\section*{Hot GaN meets cold diamond: contact temperature and interface conductance}

\subsection*{The problem}
Wurtzite GaN (body 1, $x<0$) at $T_1=320$ K and diamond (body 2, $x>0$) at $T_2=300$ K begin to exchange heat at $t=0$. Both are semi-infinite, have constant properties and obey Fourier's law. For GaN, $k_1=210$ W\,m$^{-1}$K$^{-1}$ is a compiled measured value at 300 K (Toher 2017). The other bulk inputs are typical values: $\rho_1=6150$ kg\,m$^{-3}$, $c_1=430$ J\,kg$^{-1}$K$^{-1}$, and for single-crystal diamond $k_2=2000$ W\,m$^{-1}$K$^{-1}$, $\rho_2=3510$ kg\,m$^{-3}$, $c_2=510$ J\,kg$^{-1}$K$^{-1}$. The assumed interface conductance is $G=10^{8}$ W\,m$^{-2}$K$^{-1}$. We want the ideal contact temperature, the crossover time, the flux $q$ (positive from GaN to diamond) from 1 ns to 1 $\mu$s, and the face temperatures at 10 ns.

\subsection*{Why the formula holds}
Let $\theta_i$ be the departure of body $i$ from its initial temperature, $\alpha_i=k_i/\rho_ic_i$ and $\Delta T=T_1-T_2$. The Laplace transform of $\partial_t\theta_i=\alpha_i\partial_x^2\theta_i$ has the decaying solutions $\bar\theta_1=Ae^{x\sqrt{s/\alpha_1}}$ and $\bar\theta_2=Be^{-x\sqrt{s/\alpha_2}}$. Since $k_i/\sqrt{\alpha_i}=\sqrt{k_i\rho_ic_i}\equiv e_i$, the effusivity, and the interface stores no heat,
\begin{equation}
\bar q=-e_1\sqrt{s}\,A=e_2\sqrt{s}\,B=G\left(\frac{\Delta T}{s}+A-B\right).
\label{bc}
\end{equation}
The middle equality gives $e_1A+e_2B=0$. For any $G$ the face temperatures $T_{1s}$, $T_{2s}$ therefore keep a fixed weighted mean,
\begin{equation}
\frac{e_1T_{1s}+e_2T_{2s}}{e_1+e_2}=\frac{e_1T_1+e_2T_2}{e_1+e_2}\equiv T_c .
\label{tc}
\end{equation}
Perfect contact means $T_{1s}=T_{2s}$, so both faces sit at the constant $T_c$. Eliminating $A$ and $B$ from \eqref{bc} gives $\bar q=G\Delta T/[\sqrt{s}(\sqrt{s}+b)]$, whose inverse is
\begin{equation}
q=G\,\Delta T\,F(b\sqrt t),\quad F(u)=e^{u^2}\operatorname{erfc}u,\quad b=\frac{G}{e_*},\quad \frac1{e_*}=\frac1{e_1}+\frac1{e_2}.
\label{q}
\end{equation}
The jump is $T_{1s}-T_{2s}=q/G=\Delta T\,F$, and with \eqref{tc}
\begin{equation}
T_{1s}=T_c+(T_1-T_c)F,\qquad T_{2s}=T_c-(T_c-T_2)F .
\label{faces}
\end{equation}
For small $u$, $F\simeq1-2u/\sqrt\pi$. For large $u$, $F\simeq(1-1/2u^2)/(\sqrt\pi\,u)$, and $q$ tends to the perfect-contact flux $q_0=e_*\Delta T/\sqrt{\pi t}$.

\textbf{Question.} \emph{Why is $T_c$ constant while the flux decays?}

With perfect contact no length enters, and the profiles depend on $x/\sqrt{\alpha_it}$ alone. Both gradients fall as $t^{-1/2}$, so their balance fixes one temperature. A finite $G$ supplies the time $\tau=1/b^2$.

\subsection*{The numbers}
I carry unrounded values; the third figure serves the arithmetic, not the accuracy of the inputs.
\begin{align}
e_1&=\sqrt{(210)(6150)(430)}=2.36\times10^{4}\ \mathrm{W\,s^{1/2}m^{-2}K^{-1}},\\
e_2&=\sqrt{(2000)(3510)(510)}=5.98\times10^{4}\ \mathrm{W\,s^{1/2}m^{-2}K^{-1}},\\
T_c&=300\ \mathrm{K}+0.283\,(20\ \mathrm{K})=305.7\ \mathrm{K},\\
b&=\frac{10^{8}\ \mathrm{W\,m^{-2}K^{-1}}}{1.69\times10^{4}\ \mathrm{W\,s^{1/2}m^{-2}K^{-1}}}=5.91\times10^{3}\ \mathrm{s^{-1/2}},\qquad \tau=28.6\ \mathrm{ns}.
\end{align}
Here $0.283=e_1/(e_1+e_2)$, and the units of $e$ follow from $(\mathrm{W\,m^{-1}K^{-1}})(\mathrm{J\,m^{-3}K^{-1}})=\mathrm{W^2\,s\,m^{-4}K^{-2}}$. The initial flux is $G\Delta T=2.00$ GW\,m$^{-2}$, finite where $q_0$ diverges.

\begin{center}
\begin{tabular}{cccccc}
$t$ (ns) & $b\sqrt t$ & $F$ & $q$ (GW\,m$^{-2}$) & $q_0$ (GW\,m$^{-2}$) & $q/q_0$\\ \hline
1 & 0.187 & 0.820 & 1.64 & 6.03 & 0.272\\
10 & 0.591 & 0.572 & 1.14 & 1.91 & 0.599\\
100 & 1.87 & 0.270 & 0.540 & 0.603 & 0.895\\
1000 & 5.91 & 0.0941 & 0.188 & 0.191 & 0.986
\end{tabular}
\end{center}

At 10 ns, \eqref{faces} gives $T_{1s}=313.9$ K and $T_{2s}=302.4$ K, and the jump $\Delta T\,F$ is 11.4 K. At nanosecond times the interface is the bottleneck, and neither face is near $T_c$.

\textbf{Question.} \emph{So perfect contact is back once $t\gg\tau$?}

Yes, but at two rates. The flux deficit falls as $\tau/2t$ and reaches 1\% near $50\tau=1.4\ \mu$s. The jump falls only as $\Delta T\sqrt{\tau/\pi t}$. It is still 1.88 K at 1 $\mu$s and reaches 1\% of $\Delta T$ at $10^4\tau/\pi=91\ \mu$s.

\textbf{Question.} \emph{A transistor has a thin GaN film. Is it semi-infinite?}

Only briefly. The diffusivities are $\alpha_1=7.94\times10^{-5}$ and $\alpha_2=1.12\times10^{-3}$ m$^2$s$^{-1}$. For a typical film, $L=1\ \mu$m, the time $L^2/\alpha_1=12.6$ ns is shorter than $\tau$. The disturbance returning from the back face has travelled $2L$ and is governed by the factor $e^{-L^2/\alpha_1t}$, already 0.28 at 10 ns. Such a film cools as a whole before the ideal regime arrives, so the last two rows describe thick GaN only.

\textbf{Question.} \emph{Is Fourier's law safe at 1 ns?}

Marginally. Estimate a single mean free path $\Lambda=3\alpha/v$ with the transverse sound speed $v=\sqrt{C_{44}/\rho}$. The compiled measured constants are 105 GPa for GaN (Oses 2018, temperature not stated) and 578 GPa for diamond (Ioffe Institute, 300 K). They give $v=4.13$ and $12.8$ km\,s$^{-1}$, hence $\Lambda=58$ nm and $0.26\ \mu$m, against diffusion lengths $\sqrt{\alpha t}=0.28$ and $1.06\ \mu$m. The ratios are 0.20 and 0.25, and low-frequency acoustic phonons travel farther than this average. Fortunately the flux depends weakly on the bulk at that time:
\begin{equation}
\frac{\partial\ln q}{\partial\ln e_*}=-\frac{uF'(u)}{F(u)}=\frac{2u}{\sqrt\pi F}-2u^2=0.19\quad(t=1\ \mathrm{ns}),
\end{equation}
while $\partial\ln q/\partial\ln G=0.81$. The $q_0$ entry at 1 ns has no such protection.

\textbf{Question.} \emph{How far do these numbers describe a real GaN-on-diamond stack?}

They are the model's numbers. As typical knowledge, $10^8$ W\,m$^{-2}$K$^{-1}$ is at the good end for this pair, and interfaces with a dielectric interlayer are often a few times poorer. Since $\tau\propto G^{-2}$, an assumed $3\times10^{7}$ W\,m$^{-2}$K$^{-1}$ stretches $\tau$ to $0.32\ \mu$s. Polycrystalline diamond is typically several times less conductive near its nucleation side than a single crystal. At the original $G$, an assumed $k_2=500$ W\,m$^{-1}$K$^{-1}$ halves $e_2$, raises $T_c$ to 308.8 K and shortens $\tau$ to 17 ns.